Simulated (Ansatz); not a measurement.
**SiNH4F (SMILES N[SiH2]F): the energy, rung by rung**

The species is SiNH4F (7 atoms), meant as a singlet with charge 0. As SMILES, `N[SiH2]F`. The shape was relaxed beforehand at PBE0/def2-SVP. This is one conformer, not always the lowest.

```xyz
7

N    -0.7635    0.3530   -0.6308
Si    0.5364   -0.1098    0.3752
F     0.5095   -1.6759    0.8327
H    -0.7926    0.0984   -1.6111
H    -1.6930    0.5090   -0.2587
H     0.4626    0.6841    1.6293
H     1.8018    0.0734   -0.3822
```

Each level gives the dissociation energy of the H5–N1 bond into doublet H and doublet SiNH3F (shapes relaxed at PBE0/def2-SVP, no zero-point term) (eV). The values are calculated.

| level | kind | program | value (eV) | CPU time (all runs) |
| --- | --- | --- | --- | --- |
| HF/def2-TZVP | Hartree–Fock | Ansatz | 3.86 | 5.6 s |
| PBE/def2-TZVP | GGA | Ansatz | 5.00 | 6.4 s |
| r2SCAN/def2-TZVP | meta-GGA | Ansatz | 4.96 | 13 s |
| B3LYP/def2-TZVP | global hybrid | Ansatz | 5.04 | 6.9 s |
| wB97M-V/def2-TZVP | range-separated hybrid | Ansatz | 5.17 | 26 s |

The values span 3.86 to 5.17 eV. Hartree–Fock misses the correlation of the electron pair that is broken and comes out low. Measured bond enthalpies also hold zero-point and thermal terms, a few tenths of an eV less. Times are those of the runs behind each value, whatever else they computed, on shared processors of several kinds: orders of magnitude only.

The density functionals agree on a strong N–H bond, between 4.96 and 5.17 eV, while Hartree–Fock stands well apart at 3.86 eV. The hydrogen atom has no correlation energy, so the error reflects the imbalance between the closed-shell molecule and the aminyl radical, which has lost an opposite-spin pair. Even semilocal correlation recovers most of this difference. The functional values do not rise steadily with each rung, as r2SCAN falls slightly below PBE.

The bond's strength fits the short, compact overlap of nitrogen with hydrogen 1s. Cleavage leaves an unpaired electron largely in a nitrogen p orbital, where the electropositive silyl group offers little resonance stabilisation. Donation from the nitrogen lone pair into the Si–F antibonding orbital probably also favours the parent, since the radical has only a single electron in the corresponding π-type orbital. Without the same bond in ammonia or an alkylamine for comparison, the size of this silyl effect remains open.
